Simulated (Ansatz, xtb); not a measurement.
**Relative energy of two structures of BH5OSi2**

Structure a is a singlet given by its coordinates and structure b is `B1O[SiH2][SiH2]1`, a singlet. Both are isolated molecules in the gas phase, relaxed with PBE0-D3(BJ)/def2-SVP.

a (Å):

```
atom    x (Å)    y (Å)    z (Å)
   B   0.7861  -1.3293   0.7993
   O   0.0973  -2.3235  -1.6205
  Si  -0.5229  -2.4478  -0.1049
  Si   1.2531  -1.0447  -1.1618
   H   0.5990  -0.5357   1.6884
   H   1.4974  -2.3013   1.1012
   H  -1.6405  -3.4545  -0.0922
   H   0.8306   0.1911  -1.8874
   H   2.5862  -1.4643  -1.6889
```

Close contacts (Å): B1–Si3 1.94, B1–Si4 2.04, O2–Si3 1.64, O2–Si4 1.78, Si3–Si4 2.50, B1–H5 1.21, B1–H6 1.24, Si3–H7 1.50, Si4–H8 1.49, Si4–H9 1.49.

b (Å):

```yaml
atoms:
  - { symbol: B, position_ang: [-0.7646, -0.1001, -1.4138] }
  - { symbol: O, position_ang: [-1.5351, -0.6398, -0.4370] }
  - { symbol: Si, position_ang: [1.0499, 0.2151, -0.4705] }
  - { symbol: Si, position_ang: [-0.5251, -0.7269, 0.9800] }
  - { symbol: H, position_ang: [-1.1618, 0.0706, 2.0694] }
  - { symbol: H, position_ang: [2.2277, -0.6290, -0.8382] }
  - { symbol: H, position_ang: [-1.2107, 0.0811, -2.5239] }
  - { symbol: H, position_ang: [1.4958, 1.6117, -0.1782] }
  - { symbol: H, position_ang: [-0.4353, -2.1520, 1.4150] }
```

Energies in hartree; the thermal terms are from PBE0-D3(BJ)/def2-SVP harmonic frequencies (ideal gas, rigid rotor, one conformer each, 298.15 K, 1 atm) and include the zero-point energy:

|  | a | b |
| --- | --- | --- |
| E, CCSD(T)/def2-SVP | −680.585610 | −680.617969 |
| E, MP2/def2-SVP | −680.524642 | −680.553229 |
| E, MP2/def2-TZVPP | −680.979436 | −680.997032 |
| zero-point energy | 0.050311 | 0.051089 |
| H(298 K) − E | 0.057184 | 0.057718 |
| G(298 K) − E | 0.021272 | 0.022404 |

Question: Correct the CCSD(T) difference for the basis set by the MP2 change, then work out ΔE, ΔE₀, ΔH and ΔG for a → b in kcal/mol (1 Eh = 627.51 kcal/mol) and the equilibrium ratio [b]/[a].

Answer: 1. Differences b − a: CCSD(T) −0.032359, MP2 in the small set −0.028587, MP2 in the large set −0.017596 Eh.
2. ΔE = −0.032359 + (−0.017596 − (−0.028587)) = −0.021368 Eh = −13.41 kcal/mol.
3. ΔE₀ = ΔE + ΔZPE = −0.021368 + (+0.000778) Eh = −12.92 kcal/mol.
4. ΔH = ΔE + (+0.000534) Eh = −13.07 kcal/mol.
5. ΔG = ΔE + (+0.001132) Eh = −12.70 kcal/mol, so ΔS = (ΔH − ΔG)/T = −5.3 J/(mol K).
6. kT = 0.9442 mEh, so K = [b]/[a] = exp(−ΔG/kT) = exp(+21.43) ≈ 2.0 × 10^9.

Structure b is favoured at this temperature. An error of 1 kcal/mol in ΔG would change K by a factor of 5.4. The basis-set step is large, which makes the value less sure. Mirror images and further conformers aren't counted.

Other levels gave ΔE = −17.5 (PBE0-D3(BJ)/def2-SVP); −29.2 (HF/def2-SVP); −17.9 (MP2/def2-SVP); −20.3 (CCSD(T)/def2-SVP) kcal/mol. The correlated steps freeze 12 core orbitals. Programs: Ansatz 0.2.0.

Structure b is the lower isomer at every level listed, and the thermal terms barely alter a gap that is essentially electronic. The main reason is probably the bonding at boron. In b, three-coordinate boron is bound directly to oxygen, whose lone pair donates into the empty boron p orbital, and both silicon atoms keep four ordinary bonds. In a, oxygen bridges the two silicon atoms and boron carries two hydrogens and two silicons, so the strong B–O bond is lost. One silicon is left with only three neighbours, which suggests a zwitterion with borate-like boron and a silylium-like centre stabilised by oxygen. The Si–O distances of 1.64 and 1.78 Å fit this donation to the electron-poor silicon. Ring strain is unlikely to decide the order, since both isomers contain a four-membered ring. Hartree–Fock gives the largest gap, perhaps because it misses correlation that favours the more delocalised bonding in a. The preference is thermodynamic only: without a barrier for the rearrangement, nothing follows about how long a would survive.
